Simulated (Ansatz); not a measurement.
**A small benchmark: dipole moment**

8 molecules holding an element from Na to Cl; the dipole moment in D, computed less measured. Shapes, held fixed at every level: PBE0-D4/def2-TZVP. No vibrational averaging. Dipoles are compared by magnitude; molecules under 1 D, whose direction can flip, are left out. Programs: Ansatz 0.2.0. Measured values: NIST CCCBDB.

Levels: A = PBE-D4/def2-TZVPP; B = r2SCAN-D4/def2-TZVPP; C = B3LYP-D4/def2-TZVPP; D = wB97M-V/def2-TZVPP.

```
                              molecule  measured      A      B      C      D
        CHCl2F (dichlorofluoromethane)      1.29  -0.13  -0.06  -0.04  -0.04
                      CH4S (SMILES CS)      1.52  +0.01  +0.08   0.00  -0.01
       C2H3Cl3 (1,1,1-trichloroethane)      1.78  -0.05  +0.07  -0.01  -0.02
C2H3ClF2 (1-chloro-1,1-difluoroethane)      2.14  -0.08  +0.03  +0.01  +0.01
          C2H4Cl2 (1,1-dichloroethane)      2.06  -0.10  +0.03  -0.04  -0.04
                 C2H5Cl (chloroethane)      2.05  -0.07  +0.05  -0.01  -0.01
          C2H6O2S (SMILES CS(C)(=O)=O)      4.49  -0.28  -0.13  -0.02  +0.02
     C4H9Cl (2-chloro-2-methylpropane)      2.13  -0.04  +0.10  +0.03  +0.03
```

Sum up the errors.


```
               level                    kind  mean error  mean absolute error  worst case
   PBE-D4/def2-TZVPP                     GGA      -0.092                0.095     C2H6O2S
r2SCAN-D4/def2-TZVPP                meta-GGA      +0.021                0.069     C2H6O2S
 B3LYP-D4/def2-TZVPP           global hybrid      -0.010                0.020      CHCl2F
  wB97M-V/def2-TZVPP  range-separated hybrid      -0.008                0.022      CHCl2F
```

On this set B3LYP-D4/def2-TZVPP has the smallest mean absolute error and PBE-D4/def2-TZVPP the largest. PBE-D4/def2-TZVPP is too low in 7 of 8; r2SCAN-D4/def2-TZVPP is too high in 6 of 8. The smallest two are near a tie. The largest two are near a tie. The set is small.

Both hybrids reproduce these dipoles to within a few hundredths of a debye, while the semilocal functionals scatter more widely. The exception is 1,1-dichloroethane, where r2SCAN is marginally closer than either hybrid. Since all levels share the same geometries, the differences reflect the electron density rather than bond lengths or angles.

Dimethyl sulfone is the most revealing case. Its S–O bonds have strong S⁺–O⁻ character, and their moments add along the molecular axis, so a small shift of charge from oxygen back to sulfur lowers the total noticeably. PBE falls short by 0.28 D and r2SCAN by 0.13 D, probably because semilocal exchange delocalises the oxygen charge too much, which exact exchange partly corrects. The size of the PBE error also reflects the size of the dipole: relative to the measured value, the deficit is greater in dichlorofluoromethane.

The basis lacks diffuse functions, to which dipoles are sensitive, so the small residuals of the hybrids can't be assigned to the functionals alone.
